Dear colleague,

The 1sσ level of Pb + Pb does not reach the lower continuum at any separation, and the same calculation that shows this also gives the critical charge of a single nucleus. Here is the argument, with every step.

1. Premises and conventions

Units are ħ = c = 1, m is the electron mass, ζ = Zα with Z the total nuclear charge, 1/α = 137.04 and 1/m = 386.16 fm. Energies include the rest mass, so the gap runs from −m to +m and is 1.022 MeV wide. I assume (a) one electron obeying the Dirac equation in a static potential energy V, (b) nuclei that are fixed sources, (c) no other electrons and no radiative corrections. A system is critical when its lowest level reaches E = −m. Beyond that point an empty level is a resonance in the lower continuum and can be filled spontaneously with emission of a positron, which is why the threshold matters to you.

For central V write ψ = (1/r)(G Ω_κ, iF Ω_−κ). The radial equations are

G′ = −(κ/r)G + (E + m − V)F,
F′ = (κ/r)F − (E − m − V)G, (1)

with κ = −1 for 1s. For a point charge the leading 1/r terms give G ∝ r^γ with γ² = κ² − ζ². For κ = −1 and ζ > 1 both solutions oscillate without end as r → 0 and regularity cannot select one. The source must therefore have a size. I take a charged shell of radius a:

V = −ζ/max(r, a). (2)

One tool is used repeatedly. For a normalised level in the gap, the Hellmann–Feynman theorem gives dE/dλ = ⟨∂V/∂λ⟩. Interpolating linearly between two potentials, the one that is deeper at every point has the lower level. In particular E falls as ζ grows and rises as a grows.

2. Outside the source at E = −m

Put κ = −1, E = −m, V = −ζ/r in (1):

G′ = G/r + (ζ/r)F, F′ = −F/r + (2m − ζ/r)G.

The first equation is solved for F, F = (rG′ − G)/ζ, whose derivative is F′ = rG″/ζ. Insert both in the second and multiply by ζr:

r²G″ + rG′ + (ζ² − 1 − 2mζr)G = 0.

The first two terms are (r d/dr)²G. With z = √(8ζmr) one has r d/dr = (z/2) d/dz and 2mζr = z²/4, so multiplying by 4,

z²G_zz + zG_z − (z² − ν²)G = 0, ν = 2√(ζ² − 1).

This is the modified Bessel equation of imaginary order iν. Its solutions behave as exp(±z) at large z. The threshold state is the limit of normalisable bound states, so we keep the decaying one:

G = K_iν(z), F = (zK′/2 − K)/ζ, (3)

the prime on K meaning d/dz. K_iν(z) = ∫₀^∞ exp(−z cosh t) cos(νt) dt is real. The state is still localised at the edge of the continuum and falls as exp(−√(8ζmr)). The reason is that a negative-energy wave is a positron wave, and the nucleus repels it.

3. Inside the shell, and matching

Inside, −V = U = ζ/a is constant. Then F = (G′ − G/r)/U and F′ = −F/r + (2m − U)G. Differentiating the first, the terms in G′/r and G/r² cancel against −F/r, leaving G″ = −k²G with k² = U(U − 2m). The regular solution is G = sin kr. Define q = ka, so that

q² = ζ² − 2mζa = ζ² − z₀²/4, z₀ = √(8ζma).

V is finite and continuous, so G and F are continuous, and by the first of (1) so is rG′/G. Inside it is q cot q, outside (z/2)K′/K. The critical condition, exact for the model (2), is

z₀K′_iν(z₀)/K_iν(z₀) = 2q cot q. (4)

When 2ma/ζ ≪ 1, q → ζ and (4) takes the form associated with Popov, z₀K′/K = 2ζ cot ζ. For ζ < π/2 the right side is positive, so z₀ lies where K is rising. The 1s state has no node in G, so z₀ lies between the last zero of K_iν and its last maximum.

4. Closed form for a small source

From K_μ = (π/2)(I_−μ − I_μ)/sin μπ with μ = iν follows K_iν = −π Im I_iν/sinh πν. The first term of the series is I_iν ≈ (z/2)^(iν)/Γ(1 + iν), and |Γ(1 + iν)|² = πν/sinh πν. Hence, up to relative terms of order z²/4,

K_iν ≈ −√(π/(ν sinh πν)) sin θ, θ = ν ln(z/2) − φ, φ = arg Γ(1 + iν),

and zK′/K = ν cot θ. K is positive beyond its last zero, which places the nodeless branch in −π < θ < 0. With L = 2ζ cot ζ the condition ν cot θ = L gives θ = −π + arctan(ν/L). Since z₀²/4 = 2ζma and ν/2 = s ≡ √(ζ² − 1),

a_cr = (1/(2ζm)) exp{[−π + φ + arctan(ν/L)]/s}. (5)

Lowering θ by further multiples of π gives the radii at which 2s, 3s … become critical, each smaller by exp(−π/s). As ζ → 1 we have φ → −γ_E ν (γ_E is Euler's constant) and arctan(ν/L) → ν tan(1)/2, so

2a_cr → (1/m) exp(tan 1 − 2γ_E) exp(−π/√(ζ² − 1)) = (1.496/m) exp(−π/√(ζ² − 1)). (6)

The essential singularity has a plain origin. In the region a ≪ r ≪ 1/m, G oscillates as a sine of s ln r, and about half a wave must fit between the source and the Compton length: s ln(1/ma) ≈ π.

5. Critical charge

Roots of (4):

Z = 164: ζ = 1.1968, ν = 1.3149, a_cr = 4.045 fm
Z = 170: ζ = 1.2405, ν = 1.4683, a_cr = 7.08 fm
Z = 173: ζ = 1.2624, ν = 1.5411, a_cr = 8.90 fm

A shell is supercritical when a < a_cr(Z). For a hypothetical nucleus I take as inputs the typical rule R_N = 1.2 A^(1/3) fm and the approximate extrapolation A = 2.5 Z, which give R_N = 9.02 fm at Z = 170. A uniformly charged ball has V = −ζ(3 − r²/R_N²)/(2R_N) inside. It is deeper everywhere than the shell with a = R_N. It is shallower everywhere than the shell with a = 2R_N/3, because |V| never exceeds its central value 3ζ/(2R_N) and never exceeds ζ/r. Solving (4) for Z with these two radii bounds the critical charge of the ball between 168 and 173.3. The shell with the same rms radius as the ball, a = √(3/5) R_N, gives 169.8, an estimate and no bound. So the model's Z_cr is about 170 for a volume charge and 173 for a surface charge; the decimals are not supported once the radius rule is allowed to vary.

The slope of the level sets the scale for every correction. At fixed a, dE/dZ = −α⟨1/max(r, a)⟩. Integrating G² + F² from (3) and the inner solution at the critical point Z = 170 gives dE/dZ = −0.03 MeV per unit of charge.

6. Two centres: the monopole term

Place point charges Z/2 at ±R/2 on the polar axis, and let a = R/2. The Legendre expansion of each Coulomb term is Σ_l (r_<^l/r_>^(l+1)) P_l(±cos ϑ), with r_< and r_> the smaller and larger of r and a. In the sum the odd l cancel:

V = −ζ Σ_(l even) (r_<^l/r_>^(l+1)) P_l(cos ϑ).

The l = 0 term is −ζ/max(r, a), which is exactly (2). In the monopole approximation two point nuclei therefore act as a shell of radius R/2 carrying the total charge, and

R_cr = 2a_cr(ζ), (7)

with a_cr from (4) or (5) and the scaling (6). Each centre alone must have Zα/2 < 1 for point charges to be meaningful; a critical distance then exists for every total ζ > 1.

7. Size of the quadrupole term

At r = a on the axis the l = 2 term is as large as the monopole, so it needs a number. Write it as −ζ w(r) P₂ with w = r_<²/r_>³. A rank-2 operator has no expectation value in a j = 1/2 state, so it acts first in second order, through d3/2 (κ = 2) and d5/2 (κ = −3). Since P₂Y₀₀ = Y₂₀/√5 and Y₂₀ times spin up has weights 2/5 and 3/5 in these two states, the squared angular factors are A² = 2/25 and 3/25. They hold for the lower components as well, because Ω_−κ = −(σ·r̂)Ω_κ, σ·r̂ commutes with P₂, and its square is 1.

Equations (1) define the radial operator h_κ, whose derivative part is J d/dr with J(G, F) = (−F, G). Let u be the solution of (h_κ − E)u = 0 regular at the origin, v the decaying one, and W = u₁v₂ − u₂v₁, which is constant. The resolvent kernel is built from u at the smaller and v at the larger radius, divided by a constant C. Its jump at r = r′ must satisfy J(vuᵀ − uvᵀ)/C = 1. As vuᵀ − uvᵀ = WJ and J² = −1, C = −W. With ψ = (G, F) of norm N, the shift ΔE = −A²ζ²⟨wψ|(h_κ − E)⁻¹|wψ⟩/N becomes

ΔE = 2A²ζ²D/(WN), D = ∫₀^∞ dr w ψ·v ∫₀^r dr′ w ψ·u.

The monopole level moves with a as dE/da = ζP/(a²N), where P = ∫₀^a (G² + F²) dr. Keeping the total at −m requires δa = −ΔE/(dE/da). In units a = 1,

δ ln R_cr = −Σ_κ 2A²ζD/(WP). (8)

The norm has dropped out. The weight w confines the integrals to r of order a, where m and E are negligible beside ζ/a (relative order ma). With m = E = 0 and x = ζr the functions are elementary. Inside, ψ = (x j₀, −x j₁); u = (x j₂, x j₁) for κ = 2 and (x j₂, −x j₃) for κ = −3; the second solution has y_l in place of j_l. Outside, G is the combination of cos(s ln r) and sin(s ln r) that joins sin x smoothly, F = (rG′ − G)/ζ, and the channel solutions are r^(±γ)(1, (κ ± γ)/ζ) with γ = √(κ² − ζ²), v being the lower sign. Also x²(j₀² + j₁²) is the x-derivative of x − sin²x/x, so P = 1 − sin²ζ/ζ².

For Z = 164, P = 0.395, and (8) gives −0.013 from d3/2 and +0.068 from d5/2, together +0.055. The signs differ because the resolvent contains states below E as well as above it, and these push the level in opposite directions. The quadrupole thus lengthens R_cr by about 5.5 per cent. It changes the prefactor in (6) and leaves the exponent alone, since that comes from r ≫ R. I have not computed l = 4; its total angular weight is 1/9 against 1/5, w is narrower and the barrier higher, so I expect less.

8. Range of validity

Equation (4) is exact for one electron and the shell, for ζ > 1 and q < π. Replacing q by ζ needs 2ma/ζ ≪ 1, and (5) needs in addition z₀²/4 ≪ 1. The form (6) needs s ≪ 1 and is only a scaling law at realistic charges. Equation (7) needs nuclear radii small beside R/2 and carries the multipole correction of section 7. The static picture needs nuclear motion slow on the scale of the level spacings; in a collision, dynamically induced pair creation is present on both sides of the threshold, and nothing here describes it.

The neglected interactions are best measured against 0.03 MeV per unit of Z. A full electron cloud typically raises the level by about 0.1 MeV, some 3 units. Vacuum polarisation lowers it and the self-energy raises it, each typically by about 0.01 MeV, a fraction of a unit, and they largely offset each other. Screening is therefore as large as the whole spread between 170 and 173, and the figures above refer to bare nuclei.

9. Pb + Pb, Z = 164

Here s = 0.6575, φ = −0.2344, L = 0.9395 and arctan(ν/L) = 0.9504. The bracket in (5) is −2.4256, divided by s it is −3.689, and its exponential is 0.02499. Dividing by 2ζm gives a_cr = 4.03 fm. The root of (4) is 4.045 fm, with z₀ = 0.317 and 2ma/ζ = 0.0175. Keeping the full K_iν but setting q = ζ gives 4.11 fm, 1.6 per cent above the root; (5) lies closer only because its two approximations pull in opposite directions. The limit (6), with exp(−π/s) = 0.00841, gives 4.86 fm for R_cr, 40 per cent short, as s is not small.

For point nuclei the model's critical distance is therefore R_cr = 8.09 fm in the monopole approximation and about 8.5 fm with the quadrupole term.

This number cannot be realised. With the typical radius rule and A = 208, R_Pb = 7.11 fm, and two such balls touch at 14.2 fm, 1.7 times the model's R_cr. The point-charge premise has failed long before. For extended nuclei the monopole statement can be made strict. Each ball contributes at most 3(ζ/2)/(2R_Pb) to |V|, so the spherical average obeys |V₀| ≤ 3ζ/(2R_Pb) at any separation, and as the potential of a spherical distribution of total charge Z it obeys |V₀| ≤ ζ/r. It is thus shallower everywhere than the shell of radius 2R_Pb/3 = 4.74 fm, which exceeds a_cr = 4.045 fm by 17 per cent. The monopole 1s level stays above −m for every R, even for the unphysical case of fully superposed charge. The bound does not cover the higher multipoles, but they vanish in that worst case, and for point nuclei they amount to the 5.5 per cent found above.

How far above −m? Point charges at 14.2 fm form a shell of 7.11 fm, which the table shows to be critical at Z ≈ 170. Six missing units at the computed slope leave the model's level about 0.2 MeV above the lower continuum, by linear extrapolation. The quadrupole recovers little: ln a_cr grows by 0.076 per unit of Z between 170 and 173, so 0.055 is worth 0.7 unit. Nuclear size works the other way. The rms radius of two touching balls about their midpoint is R_Pb√(1 + 3/5) = 8.99 fm, close to a_cr at Z = 173, which suggests nine missing units and about 0.3 MeV. Screening, at the typical 0.1 MeV, widens the gap again when the shells are occupied. The bare point-charge figure of 0.2 MeV thus understates the gap of the real quasi-molecule by roughly half again or more. Pb + Pb is a subcritical system: whatever positrons you see from it come from the time dependence of the field or from background, and it serves as a control against which a spontaneous contribution in a system of higher total charge would have to stand out.